The subthreshold current of an undoped silicon double-gate transistor, worked with numbers

An undoped silicon film between two gates carries, below threshold, a current that counts only its cross-section. The electrons fill the whole film evenly, which is called volume inversion. I will state a problem, solve it, and ask which neglected effect costs the most.

The problem

Take a symmetric n-channel double-gate (DG) MOSFET at T = 300 K, with an undoped (100) Si film, n⁺ source and drain, and both gates tied together.

Measured values, as compiled: band gap Eg = 1.12 eV (Wing 2021) and static dielectric constant 11.7 (Ioffe Institute), so ε = 11.7 ε₀ = 1.036×10⁻¹⁰ F/m.

Typical or assumed values, all of the following: effective densities of states Nc = 2.86×10²⁵ m⁻³ and Nv = 3.10×10²⁵ m⁻³, SiO₂ permittivity εox = 3.9 ε₀, low-density electron mobility μ = 0.060 m²/(V s), electron masses ml = 0.92 m₀ and mt = 0.19 m₀.

Geometry and bias: film thickness t = 10 nm, W = L = 1.0 μm, oxide thickness tox = 2.0 nm, midgap gate, Vg = 0. Δφ is the gate work function minus that of intrinsic silicon, in volts, and "midgap" means Δφ = 0.

Find (a) ni, (b) how flat the potential is, (c) Id at Vd = 50 mV and 1.0 V, (d) the swing and the gate voltage up to which the result holds to 1 %, (e) Id for a gate-all-around wire of radius R = 5.0 nm, (f) the leading corrections.

Why the formula holds

Let x run across the film from its centre and y from source to drain. ψ is the potential of the intrinsic level measured from the source Fermi level. V(y) is the electron quasi-Fermi potential, 0 at the source and Vd at the drain. With q > 0 and Boltzmann statistics, n = ni exp[q(ψ − V)/kT]. If Q > 0 is the magnitude of the electron charge per area, each gate holds half of it, and Gauss's law gives

ψs = Vg − Δφ − Q/(2Cox), with Cox = εox/tox.

For nearly uniform charge, Poisson's equation gives a parabola whose centre lies Qt/(8ε) below the surface value ψs. When both drops are far below kT/q, ψ = Vg − Δφ everywhere and

Q(V) = q ni t exp[q(Vg − Δφ − V)/kT].

The current Id = μ W Q dV/dy is the same at every y, so Id L = μ W ∫Q dV from 0 to Vd. The integral of the exponential brings a factor kT/q, and

Id = μ (A/L) kT ni exp[q(Vg − Δφ)/kT] [1 − exp(−qVd/kT)], A = W t.

The shape of the section entered only through its area, so a wire has A = πR². Cox has dropped out because no voltage falls across the oxide. Since ψ does not depend on y either, the current is pure diffusion and n falls linearly from source to drain.

(a) Intrinsic density

kT = 4.142×10⁻²¹ J and kT/q = 25.85 mV, so Eg/(2kT) = 21.66. Then

ni = √(Nc Nv) exp(−Eg/2kT) = 2.978×10²⁵ m⁻³ × 3.912×10⁻¹⁰ = 1.16×10¹⁶ m⁻³.

The gap is listed to 0.01 eV, and ±0.005 eV moves ni by 10 %. The extra figures below serve the arithmetic only.

Question: A gate at the literal middle of the gap is not at the intrinsic level.

Correct. The intrinsic level lies (kT/2) ln(Nv/Nc) = 1.0 meV above midgap with these inputs. Such a gate has Δφ = +1.0 mV and multiplies the current by √(Nc/Nv) = 0.96. I keep Δφ = 0.

(b) Flatness

At the source end n = ni, so Q = q ni t = 1.86×10⁻¹¹ C/m². With Cox = 1.727×10⁻² F/m², the oxide drop is Q/(2Cox) = 0.54 nV and the bending in the film is Qt/(8ε) = 0.22 nV. Both are some eight orders of magnitude below 25.85 mV. Put differently, the intrinsic Debye length LD = √(ε kT/(q² ni)) = 38.0 μm dwarfs the film.

(c) The current

The prefactor, with A/L = 1.0×10⁻⁸ m and kT ni = 4.805×10⁻⁵ J/m³, is

I₀ = 0.060 m²/(V s) × 1.0×10⁻⁸ m × 4.805×10⁻⁵ J/m³ = 2.883×10⁻¹⁴ A.

The units close: m² · m · J/(V s m³) = J/(V s) = A. At Vd = 50 mV, qVd/kT = 1.934 and the bracket is 1 − 0.1446 = 0.8554, so Id = 24.7 fA. At Vd = 1.0 V the exponential is 1.6×10⁻¹⁷ and Id = 28.8 fA.

Question: How many electrons are in that channel?

The volume is 1.0×10⁻²⁰ m³ and the mean density at large Vd is ni/2, which makes 5.8×10⁻⁵ electrons. The current is 1.80×10⁵ electrons per second. With D = μkT/q = 1.55×10⁻³ m²/s, the stored charge divided by the current is L²/(2D) = 0.32 ns. The channel is almost always empty, and n is a time average over independent crossings.

(d) Swing and range of validity

Vg appears only in the exponential, so S = dVg/d(log₁₀ Id) = (kT/q) ln 10 = 59.5 mV per decade.

To see where this fails I use the closed solution of the electron-only Poisson equation, from which Taur and co-workers built their 2004 current model:

ψ(x) = V − (2kT/q) ln[ t cos(2βx/t) / (2√2 β LD) ].

It gives Q = 8ε(kT/q) β tan β / t. Define r = ε tox/(εox t) = 0.60 and b² = (t²/8LD²) exp[q(Vg − Δφ − V)/kT]. Gauss's law at the gate becomes

ln b = ln β − ln cos β + 2rβ tan β,

and changing the variable in ∫Q dV from V to β gives

Id = μ (W/L)(4ε/t)(2kT/q)² [g(βs) − g(βd)], g = β tan β − β²/2 + rβ² tan²β,

with βs and βd the values at source and drain. For small β the gate condition gives β² = b²[1 − (1 + 4r)b²], and g = β²/2 + (1/3 + r)β⁴, so

g = (b²/2)[1 − (1/3 + 2r) b²].

The leading term returns our formula. At large Vd the relative correction is −(1/3 + 2r) bs². At Vg = 0, bs² = 8.7×10⁻⁹ and 1/3 + 2r = 1.533, so the correction is −1.3×10⁻⁸. For tox = 1.0 nm it is −8.1×10⁻⁹ and for 4.0 nm −2.4×10⁻⁸. That is the sense in which the current is independent of tox.

The correction grows with the same exponential as the current. It reaches 1 % when bs² = 6.5×10⁻³, which means Vg = 0.35 V, or 5.9 decades above our bias point. There the simple formula gives 21.9 nA and the closed solution 21.6 nA, and the local swing, 2(kT/q) ln 10 · g(βs)/(βs tan βs), has risen to 60.1 mV per decade.

(e) The wire

A = πR² = 7.85×10⁻¹⁷ m². With the same μ and L, at large Vd,

Id = 0.060 m²/(V s) × 7.85×10⁻¹¹ m × 4.805×10⁻⁵ J/m³ = 0.226 fA.

Area per gated perimeter is t/2 = 5.0 nm for the film and R/2 = 2.5 nm for the wire. Normalised to perimeter, the wire carries half as much subthreshold current as the film, in this classical picture.

(f) What was left out

Question: At Vg = Δφ the holes are as many as the electrons. How can you drop them?

Their charge matters only through the potential, so I need p to stay within a few orders of ni. The body floats, so p is set by a balance of generation and recombination. Take midgap traps with equal lifetimes τ, so that U = (np − ni²)/[τ(n + p + 2ni)], with n = ni(1 − y/L), p uniform, and no hole loss to the contacts. Setting ∫U dy = 0 gives, for P = p/ni,

P = (P + 1)² ln[(P + 3)/(P + 2)],

whose root is P = 2.1. The holes shift ψ by about a nanovolt, with the opposite sign to the electrons. Generation also feeds the drain. Its rate cannot exceed ni/(2τ), so it adds at most q ni A L/(2τ), a fraction L²/(2Dτ) of I₀. An assumed interface recombination velocity s = 0.10 m/s on both faces gives τ = t/(2s) = 50 ns and a fraction of 0.6 %.

Question: No film is truly undoped, and no interface is free of charge.

An assumed residual acceptor density Na = 1.0×10²¹ m⁻³ is 8.6×10⁴ times ni. Ionised and treated as uniform, it lowers the film-averaged potential by q Na t [1/(2Cox) + t/(12ε)] = 0.059 mV, which costs 0.23 % of the current. It amounts to 10 atoms in the body. "Undoped" means that this voltage is small against kT/q, and does not require Na below ni. An assumed positive fixed charge of 1.0×10¹⁴ m⁻² on each interface raises ψ by qNf/Cox = 0.93 mV and the current by 3.7 %. With tox = 4.0 nm the rise is 7.4 %. In a real device the oxide thickness returns through such charges, which act as a change of Δφ, long before it returns through the mobile electrons.

Question: Is 1 μm long enough?

Near each junction the potential relaxes to the gate value as exp(−πy/λ). The slowest symmetric Laplace mode varies as cos(πx/λ) in the film and vanishes at the gates, and matching ψ and the normal displacement gives ε tan(πt/2λ) tan(πtox/λ) = εox, so λ = 19.8 nm. The barrier in the middle is untouched, but the end zones shorten the diffusion path, because Id ∝ 1/∫exp(−qψ/kT) dy. An end zone of amplitude u₀ kT/q, with u₀ ≫ 1, removes a length (λ/π)(ln u₀ + γ), γ being Euler's constant. Assume the n⁺ Fermi level at the band edge and let this single mode carry the whole step. Then u₀ = 21.7 at the source and 60.3 at the drain for Vd = 1.0 V, and the two zones remove roughly 0.05 μm, or 5 % of L.

Question: And confinement in 10 nm?

That is the largest correction. With a flat potential the film is a square well, which I take with hard walls and parabolic valleys. For a valley with mass mz normal to the film, the levels are j²E₁ with E₁ = ħ²π²/(2mz t²). The sheet density is proportional to Σ exp(−a j²) over j ≥ 1, with a = E₁/kT. The classical count replaces this sum by t/Λ = ½√(π/a), where Λ = h/√(2π mz kT) is the thermal wavelength. Poisson summation gives

Σ exp(−a j²) = ½√(π/a) [1 + 2 exp(−π²/a) + …] − ½,

so each valley keeps a fraction 1 − Λ/(2t) of its classical charge while exp(−π²/a) is small.

In a (100) film two valleys have mz = ml, with E₁ = 4.09 meV, Λ = 4.49 nm and fraction 0.776. Four have mz = mt, with E₁ = 19.8 meV, Λ = 9.87 nm and fraction 0.506. Even for these, exp(−π²/a) is only 2.5×10⁻⁶. The six valleys weigh equally in the bulk, so the mean is (2 × 0.776 + 4 × 0.506)/6 = 0.60. This is equivalent to raising Δφ by 13 mV. The factor does not depend on Vg, so the swing and the independence of tox survive. Strict proportionality to t does not: the current follows t − 4.0 nm, where 4.0 nm is the valley average of Λ/2. Hard walls overstate the loss somewhat, since the wave function leaks into the oxide, and I have held μ fixed. The wire is confined in two directions and loses a larger fraction, so 0.226 fA overstates its current by more.

Question: Then what number should we carry away for this device?

The classical model gives 29 fA at Vd = 1.0 V. Confinement lowers it to about 17 fA and the end zones lift that to about 18 fA. This is the model's number, linear in the assumed μ and exponential in Δφ, where 60 mV is worth a decade, so about 2×10⁻¹⁴ A per micrometre of width is all it supports. It is also only the diffusion component. At 1 V of drain bias and a 2 nm oxide, band-to-band tunnelling at the drain edge and tunnelling through the gate overlap typically give some 0.1 to 1 pA per micrometre, so the model is likely to fall short of the terminal current at Vg = 0 by one or two orders of magnitude. The volume inversion current is then read on the exponential part of the transfer curve below about 0.35 V, where it has risen above that floor, and extrapolated back to Vg = 0 at 59.5 mV per decade.